**Q:** Five calculations on tin telluride, SnTe, have lost their labels. I still have the list of methods that made them. Can the numbers put the names back?

Rock-salt SnTe by density-functional, tight-binding and semi-empirical methods, without spin polarisation or spin-orbit coupling. Band gaps are for the cell relaxed with r2SCAN, with k meshes that differ between runs; volumes come from each method's own relaxation or energy curve, and bulk moduli are at fixed cell shape. Candidates: GFN2-xTB tblite, PBE DZVP, GFN1-xTB tblite, r2SCAN, PBE SZV.

| row | band gap (eV) | volume per atom (Å³) | bulk modulus (GPa) |
| --- | --- | --- | --- |
| A | 0.145 | 32.44 | 43.70 |
| B | 0.106 | 35.70 | 42.40 |
| C | 0.082 | n/a | n/a |
| D | 0.814 | n/a | n/a |
| E | 0.035 | 33.45 | 39.90 |

**A:** Some of them. Start with a fact from the run records that the table above leaves out, the number of atoms computed: 64 in rows C and D, and two in each of the others. Two candidates, GFN1-xTB and GFN2-xTB, are tight-binding methods, run here on a large block of repeated cells at a single k point. The other three are density-functional calculations, which take the two-atom cell and sample it on a mesh of k points. C and D, with 64 atoms each, are therefore the tight-binding pair.

**Q:** And the three rows with two atoms?

**A:** One of them gives itself away by its volume. All the gaps were computed on one common crystal, whose size had been set by relaxing it with r2SCAN, and in that crystal Sn and Te are 3.189 Å apart. The cubic cell of rock salt has an edge of two contacts and holds eight atoms, so the volume per atom is simply the contact cubed, 32.43 Å³. Row A relaxes to 32.44 Å³, so A is r2SCAN. The assignment is sure, but it only shows whose cell this is, not that r2SCAN has the right volume.

**Q:** B and E must then be the two PBE calculations in small basis sets. What separates them?

**A:** The freedom that each basis gives the electrons. SZV has one radial function for each valence shell. DZVP has two, and adds polarisation functions that let charge shift into the region between the atoms. Without that freedom part of the bonding energy is lost, and the atoms tend to settle too far apart. The fuller basis should therefore come closer to PBE in plane waves, which is nearly free of this restriction.

Plane-wave PBE gives 32.99 Å³ per atom. E lies 1.4% above that and B 8.2% above, so I take E as DZVP and B as SZV. I call this likely rather than certain. A better basis must lower the energy only if it contains the poorer one, and even then no theorem forces the volume to improve.

**Q:** Is the plane-wave volume good enough to judge a difference of 1.4%?

**A:** It can be tested through the pressure. The bulk modulus B₀ tells how fast pressure rises as volume shrinks: B₀ = −V dP/dV. If B₀ stays constant over a small change, integration gives P = B₀ ln(V₀/V), where V₀ is the relaxed volume and V the volume imposed. For PBE squeezed into the common cell this is 39.0 GPa × ln(32.99/32.44) = 0.66 GPa.

The plane-wave calculation on that cell reports 0.63 GPa. The difference of 0.03 GPa, divided by the modulus, corresponds to less than 0.1% in volume. PBE's volume, modulus and pressure thus agree with one another far more closely than E differs from PBE. The makers of the data warn, from tests on other systems, that computed pressures carry some grid noise. Its size wasn't measured here, so the last hundredths of a gigapascal may mean little. The formula has no adjustable constant, and the printed output below shows this check beside the volume comparisons.

**Q:** The stiffness puzzles me. B is the largest crystal of the three, yet it isn't the softest.

**A:** Shorter bonds usually make a stiffer crystal, and the two functionals follow that rule: r2SCAN gives a smaller volume than plane-wave PBE and a modulus 12% higher. B breaks it, being about 8% larger than plane-wave PBE and about 9% stiffer. E does the same on a smaller scale. A possible reason, untested here, is that orbitals of fixed shape adapt poorly when the distance changes, so that the energy rises too steeply on either side of the minimum. If so, the stronger effect in B also fits the poorer basis.

**Q:** You haven't used the band gap at all. Isn't it the most telling property of a semiconductor?

**A:** Not in this one. Among the k points sampled, plane-wave PBE has its smallest gap at L, on the zone boundary, and at 0.011 eV it is smaller than the 0.02 eV by which the level occupations were smeared. The runs behind B and E used a 5×5×5 mesh, which steps over L, but their bands were also computed at L itself, and both band edges lie there too. Their gaps can thus be compared with the plane-wave one at the same point, and E comes closer, with 0.035 eV against 0.106 eV for B. That agrees with the labels I gave them, since a minimal basis such as SZV can place the empty bands badly, but with gaps this small I wouldn't lean on it.

There is a deeper difficulty. In real SnTe the two bands that meet at L are inverted, and spin-orbit coupling, which is left out here, matters for the gap. When the bands change places, the gap at L closes and then opens again. Two methods can thus report the same size of gap with opposite band order, and a larger gap is no sign of a better method.

**Q:** Then how do you tell C from D?

**A:** I can't. Their gaps differ tenfold, but both methods were parametrised on molecules, and I know of no rule that says which should give the wider gap in a crystal like this. So A is sure, B and E are likely, and C and D are sure only as a pair. Here are the labels.

The rows with their labels:

| name | kind | band gap (eV) | volume per atom (Å³) | bulk modulus (GPa) | atoms computed |
| --- | --- | --- | --- | --- | --- |
| PBE coarse-settings | low cutoff and mesh | 0.019 | n/a | n/a | 2 |
| PM7 | semi-empirical | 4.248 | n/a | n/a | 64 |
| GFN1-xTB tblite | tight binding | 0.814 | n/a | n/a | 64 |
| PBE sz-orbitals | small basis | 0.027 | n/a | n/a | 2 |
| PBE | semilocal | 0.011 | 32.99 | 39.00 | 2 |
| PM6 | semi-empirical | 2.680 | n/a | n/a | 64 |
| PBE SZV | small basis | 0.106 | 35.70 | 42.40 | 2 |
| r2SCAN | semilocal | 0.145 | 32.44 | 43.70 | 2 |
| GFN2-xTB tblite | tight binding | 0.082 | n/a | n/a | 64 |
| PBE DZVP | small basis | 0.035 | 33.45 | 39.90 | 2 |

**Q:** So D, with the wide gap, was GFN1-xTB. Does that make GFN2-xTB the better method for SnTe?

**A:** One small gap can't carry that conclusion, because its size doesn't tell the order of the bands. What can be said is that the GFN1-xTB gap of 0.81 eV belongs to a crystal that this method finds stretched. On the common cell it reports a tension of about 14 GPa, so it would pull the atoms closer together. How far depends on the method's own stiffness, which wasn't computed. The method is being used far from the molecules it was made for, and its gap on this cell shouldn't be read as a property of its own relaxed crystal.

**Q:** PM6 and PM7 give wider gaps still, 2.7 and 4.2 eV. Is that the same problem?

**A:** Those gaps have a known cause of their own. Both methods take the gap from Hartree–Fock orbital energies. A filled orbital there doesn't feel the repulsion of its own electron, whereas an empty one feels that of all the electrons, and the surroundings don't respond to soften it. In a highly polarisable solid such as SnTe that softening, called screening, is strong, so leaving it out puts the filled and empty levels much too far apart.

**Q:** Would the same reasoning work for another rock-salt crystal, say magnesium oxide?

**A:** The volume clues should carry over, because they rest on the common cell and on the freedom of the basis. The gap would become a far more useful clue. Magnesium oxide has a gap of several electronvolts with no inverted bands, so a smearing of hundredths of an electronvolt hardly matters and a wider gap has a plain meaning. In SnTe the gap is what remains of two nearly touching bands, and a change of method can shift it by more than the whole gap that plane-wave PBE gives.

Output of the analysis:

```
volume per atom of the common cell from the contact cubed (angstrom^3): 32.43
changes against plane-wave PBE:
                  row  volume change in percent  modulus change in percent  Sn-Te contact in angstrom  gap difference in eV
  PBE coarse-settings                       n/a                        n/a                        n/a                 0.008
                  PM7                       n/a                        n/a                        n/a                 4.237
      GFN1-xTB tblite                       n/a                        n/a                        n/a                 0.803
      PBE sz-orbitals                       n/a                        n/a                        n/a                 0.016
                  PBE                         0                          0                      3.207                     0
                  PM6                       n/a                        n/a                        n/a                 2.669
              PBE SZV                     8.215                      8.718                      3.293                 0.095
               r2SCAN                    -1.667                      12.05                      3.189                 0.134
      GFN2-xTB tblite                       n/a                        n/a                        n/a                 0.071
             PBE DZVP                     1.394                      2.308                      3.222                 0.024
SZV volume less PBE volume (angstrom^3 per atom): 2.71
DZVP volume less PBE volume (angstrom^3 per atom): 0.46
volume error of SZV over that of DZVP (ratio): 5.891
GFN1 gap over GFN2 gap (ratio): 9.927
GFN1 gap less GFN2 gap (eV): 0.732
PM7 gap less PM6 gap (eV): 1.568
PBE pressure on the common cell estimated from modulus and volumes (GPa): 0.6557
PBE pressure on the common cell as computed (GPa): 0.6295
estimate less computed pressure (GPa): 0.02616
```
